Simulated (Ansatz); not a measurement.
Method: DFT PBE, scalar-relativistic, plane waves, PAW (Ansatz). Settings: cutoff 420 eV, Γ-centred meshes spaced at most about 0.3 Å⁻¹, and about 0.25 Å⁻¹ or finer for metals (2π included), Gaussian smearing. No spin polarisation in the final relaxations.

All energies are static (0 K, no zero-point motion).

Two forms of Zr₄B were relaxed alike.

1. Space group P-3m1 (No. 164), trigonal, a = 3.367 Å, c = 10.497 Å. Zr on its first site has 3 B at 2.36 Å and 12 Zr at 3.31–3.37 Å; Zr on its second site has 3 Zr at 3.10 Å and 9 Zr at 3.33–3.37 Å; around B lie 6 Zr at 2.36 Å.

2. Space group Cmmm (No. 65), orthorhombic, a = 6.616 Å, b = 9.155 Å, c = 3.404 Å. Zr on a site of symmetry 2mm is surrounded by 2 B at 2.37 Å and 12 Zr at 3.26–3.40 Å; around Zr on a site of symmetry m2m lie 1 B at 2.34 Å and 12 Zr at 3.26–3.40 Å; B has 6 Zr at 2.34–2.37 Å.

Question: Which would you expect to be lower, and how large is the difference?

Answer: Cell 1 is lower, by 18 meV/atom. Cell 1 has space group P-3m1 (No. 164), 20.6 Å³/atom and no gap on its mesh; cell 2 has space group Cmmm (No. 65), 20.6 Å³/atom and no gap. Both come from invented guesses.

With atoms moved at random, P-3m1 came back. Other cells relaxed within their symmetry can be saddle points.

The trigonal form is favoured by 18 meV/atom, a modest preference between two metallic arrangements with much in common. Both volumes are 20.6 Å³/atom, and the Zr–B contacts are nearly the same, so neither denser packing nor markedly shorter Zr–B bonds explains the ordering. The difference more likely lies in how boron is distributed through the metal. In the trigonal cell, the second Zr site has short Zr–Zr contacts of 3.10 Å, against 3.26 Å at the shortest in the orthorhombic cell. This suggests that gathering boron near some of the Zr leaves the rest free to strengthen their d–d bonding, though the energy isn't resolved into such contributions.

In both forms boron's nearest neighbours are Zr, so the structures lack the covalent boron network that helps make ZrB₂ so stable. The ordering therefore doesn't show that Zr₄B would resist separation into zirconium and ZrB₂, the outcome expected from the known chemistry of zirconium-rich borides.
